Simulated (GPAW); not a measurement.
# Static electronic dielectric constant of MoS2 (R3m) in PBE-RPA: k mesh, empty bands and local-field cutoff

An electric field applied to MoS2 displaces its electrons, but the displaced charge is uneven within the cell and produces fields of its own. A calculation must therefore include enough empty states to let the electrons respond, and enough short-wavelength fields to let them react on one another. The two requirements act on the result in opposite directions. The static electronic constant ε∞ matters for devices because it sets the refractive index below the gap and weakens the attraction between electrons and holes. Here it is calculated for clamped ions and a field along x, with PBE bands and the random-phase approximation (RPA). Each setting is judged against the larger settings in the same series; no measured value is compared here.

## How the numbers were made

The measured cell of a diffraction database, fixed. GPAW 26.7.0, plane waves with PAW (cutoff 500 eV), no spin polarisation, no spin-orbit coupling, clamped ions. Each name gives functional, response level, k mesh, size of the sum over states, local-field cutoff and any scissors shift of the empty bands; line broadening 0.15 eV. The smallest direct gap met on these meshes is 1.84 eV. All ran on Arm Neoverse V2, shared with other work, so times are rough. The same in all rows: scissors shift: 0.0 eV.

Notes on method and selection:

- Meshes coarser than about 0.2 1/Å can put ε∞ too high by tens of per cent where the direct gap is small.
- Runs that did not converge, have known faults or may not be shown are not listed, and runs on Ansatz's PAW sets soft_1 and soft_2 are kept to separate tables.

Columns:

- bands: bands in the sum.
- k spacing (1/Å): k-point spacing.
- ε∞: real dielectric constant at zero frequency, field along x.
- cost (core-s): processor time of the response step.

## Data

| member | bands | local-field cutoff (eV) | k spacing (1/Å) | ε∞ | cost (core-s) |
| --- | --- | --- | --- | --- | --- |
| PBE, RPA, 13×13×13, 56 bands, 60 eV | 56 | 60 | 0.18 | 13.67 | 200 |
| PBE, RPA, 13×13×13, 56 bands, 40 eV | 56 | 40 | 0.18 | 13.68 | 200 |
| PBE, RPA, 13×13×13, 56 bands, 100 eV | 56 | 100 | 0.18 | 13.25 | 210 |
| PBE, RPA, 13×13×13, 16 bands, 60 eV | 16 | 60 | 0.18 | ? | 28 |
| PBE, RPA, 13×13×13, 39 bands, 60 eV | 39 | 60 | 0.18 | 13.63 | 130 |
| PBE, RPA, 5×5×5, 40 bands, 60 eV | 40 | 60 | 0.46 | 13.64 | 12 |
| PBE, RPA, 7×7×7, 40 bands, 60 eV | 40 | 60 | 0.33 | 13.42 | 27 |
| PBE, RPA, 13×13×13, 56 bands, 10 eV | 56 | 10 | 0.18 | 14.48 | 200 |
| PBE, RPA, 13×13×13, 19 bands, 60 eV | 19 | 60 | 0.18 | 13.06 | 41 |
| PBE, RPA, 13×13×13, 56 bands, 150 eV | 56 | 150 | 0.18 | 13.08 | 220 |
| PBE, RPA, 13×13×13, 56 bands, 20 eV | 56 | 20 | 0.18 | 14.48 | 200 |
| PBE, RPA, 13×13×13, 26 bands, 60 eV | 26 | 60 | 0.18 | 13.55 | 72 |

Cells marked ? are withheld until the estimate has been made.

## Mechanism

At 13×13×13 and a 60 eV cutoff, ε∞ rises from 13.06 with 19 bands to 13.55 with 26, 13.63 with 39 and 13.67 with 56. Without local fields, each pair of an occupied state $v$ and an empty state $c$ adds a positive term,

$$\Delta\varepsilon \propto \frac{|p_{vc}|^2}{(E_c-E_v)^3},$$

where $p_{vc}$ is the momentum matrix element. High bands therefore add little: the gain per band is (13.55 − 13.06) / 7 = 0.07 at first and (13.67 − 13.63) / 17 = 0.002 at the end.

The local-field cutoff works the other way. With 56 bands, ε∞ falls from 14.48 at 10 eV to 13.08 at 150 eV, a drop of 14.48 − 13.08 = 1.40 or about 10%, because the uneven induced charge opposes the applied field. The fall comes in steps, with no change between 10 and 20 eV and then a loss of 14.48 − 13.68 = 0.80 by 40 eV. A likely reason is symmetry. If x lies in the layers, charge waves running purely along the threefold axis cannot couple to the field. The shortest other waves have a wavevector of about 0.46 × 5 = 2.3 1/Å, hence an energy of about 3.8 × 2.3² = 20 eV, and enter only near that cutoff. The last step, from 100 to 150 eV, still removes 0.17, so the cutoff is not yet settled.

The mesh matters less. With 39 or 40 bands, ε∞ is 13.64, 13.42 and 13.63 for 5×5×5, 7×7×7 and 13×13×13. The large coarse-mesh errors known for small direct gaps do not appear here, where the smallest direct gap met is 1.84 eV. The close match of the first and last values is no sign of convergence, since the middle one lies 0.2 lower.

Opposite errors can also cancel: 19 bands with 60 eV give 13.06, almost the 13.08 of 56 bands with 150 eV.

## A prediction

Plain estimates from the members shown:

- PBE, RPA, 13×13×13, 16 bands, 60 eV, mean of the 11 members shown: 13.63 , standard deviation 0.45

The mean of the members shown, 13.63, is unsuitable because it mixes cutoffs and meshes, and 19 bands already give only 13.06. The band series at fixed mesh and cutoff is the proper basis.

With the usual 14 valence electrons for Mo and 6 for each S, 26 electrons fill 13 bands. The member with 16 bands thus keeps 3 empty ones, against 6, 13 and 26 in the members with 19, 26 and 39 bands. Four empty bands of mainly Mo d character are expected above the gap, so at least one strongly contributing band is cut off, and a marked drop should follow.

The shortfall from the 56-band value is 13.67 − 13.06 = 0.61 for 6 empty bands and 13.67 − 13.55 = 0.12 for 13. A power law through these two has the exponent ln(0.61 / 0.12) / ln(13 / 6) = 2.1. Tried on 26 empty bands, it gives 0.12 / 2^2.1 = 0.03, against 0.04 in the table; an exponential through the same two points gives less than 0.01.

For 3 empty bands the power law gives a shortfall of 0.61 × 2^2.1 = 2.6, hence 13.67 − 2.6 = 11.1. The exponent from 13 and 26 empty bands, ln(0.12 / 0.04) / ln 2 = 1.6, would give 0.61 × 2^1.6 = 1.8 and so 11.9. The difference of 0.8 is taken as the error.

**Committed estimate, PBE, RPA, 13×13×13, 16 bands, 60 eV: ε∞ = 11.1 ± 0.8.**

## Result

| member | bands | local-field cutoff (eV) | k spacing (1/Å) | ε∞ | cost (core-s) |
| --- | --- | --- | --- | --- | --- |
| PBE, RPA, 13×13×13, 16 bands, 60 eV | 16 | 60 | 0.18 | 11.74 | 28 |

| member | estimate | ε∞ | computed | estimate − computed | miss in error bars |
| --- | --- | --- | --- | --- | --- |
| PBE, RPA, 13×13×13, 16 bands, 60 eV | committed | 11.10 | 11.74 | −0.64 | 0.8 |
| PBE, RPA, 13×13×13, 16 bands, 60 eV | mean | 13.63 | 11.74 | +1.89 |  |

The computed 11.74 lies inside the error bar of 11.1 ± 0.8. The estimate was 0.64 too low, against 1.89 too high for the mean of the other members.

The band count held: with only 3 empty bands, ε∞ drops markedly. The steepness of the drop was overestimated. The shortfall from the 56-band value is 13.67 − 11.74 = 1.93, so between 3 and 6 empty bands the exponent is ln(1.93 / 0.61) / ln 2 = 1.7, not the 2.1 carried over from larger sums. The alternative exponent of 1.6, used only to set the error, would have given 11.9 and come closer.

Bands 17 to 19 add (13.06 − 11.74) / 3 = 0.44 each, about six times the 0.07 of the next seven. This fits the loss of a low-lying Mo d band, though the table does not show which of the three bands contributes most. Even so, the first 3 empty bands supply (11.74 − 1) / (13.67 − 1) = 0.85 of the electronic susceptibility ε∞ − 1 found with 56 bands.

## Members off the line

The 16-band member is the farthest out, 1.93 below its 56-band counterpart, because its sum over states stops too early.

On the high side are the two members with cutoffs of 10 and 20 eV, both 14.48 − 13.67 = 0.81 above the 60 eV value. They probably lack every charge wave that varies within the layers, and with it most of the opposing local field. The same picture may explain the later steps. In a hexagonal layer the successive rings of in-plane waves have energies in the ratio 1 : 3 : 4 : 7, or roughly 20, 60, 80 and 140 eV. The second ring lies so close to the 60 eV cutoff that it may just miss it, which would fit the change of only 0.01 between 40 and 60 eV. The losses of 13.67 − 13.25 = 0.42 up to 100 eV and 0.17 up to 150 eV each coincide with new rings.

The 7×7×7 member is a smaller oddity, 0.21 below 13×13×13. Sampling error is the likely cause, as it can take either sign when few points fall near the band edges. This difference is as large as the last cutoff step of 0.17, and no mesh finer than 13×13×13 is listed, so neither mesh nor cutoff can be called settled.

## What the accuracy costs

At 13×13×13 and 60 eV, going from 16 to 26 bands raises the cost from 28 to 72 core-s and ε∞ by 1.81. Going on to 56 bands takes 200 core-s and adds only 0.12. The local-field cutoff is almost free by comparison: from 10 to 150 eV the time stays near 200 core-s, while ε∞ falls by about 1.4. The mesh is the expensive setting, with 12 core-s for 5×5×5 and 130 for 13×13×13 at nearly equal band counts. For this crystal, processor time is therefore better spent on a finer mesh than on bands beyond about 26, and a high cutoff should be used throughout.

## Conclusions

At 13×13×13 and 60 eV, 26 bands come within 0.12 of the 56-band result. Interpolating the shortfall as a power of the number of empty bands, from the neighbouring members on either side, reproduces the 19- and 26-band values to within 0.1. Extrapolation to 16 bands missed by 0.64.

For light polarised along x, well below the gap but above the lattice vibrations, the refractive index is $n=\sqrt{\varepsilon_\infty}$. The 150 eV member gives √13.08 = 3.6, and the 16-band member √11.74 = 3.4.

Two omitted effects can outweigh the last steps in mesh and cutoff, though probably not the full spread of 14.48 − 11.74 = 2.74. Correcting the PBE gap upwards by a few tenths of an eV would lower ε∞ by roughly 10%. Electron–hole attraction, absent from the RPA, would raise it by a similar order, so the two partly cancel. Tight numerical convergence alone therefore does not secure agreement with experiment.
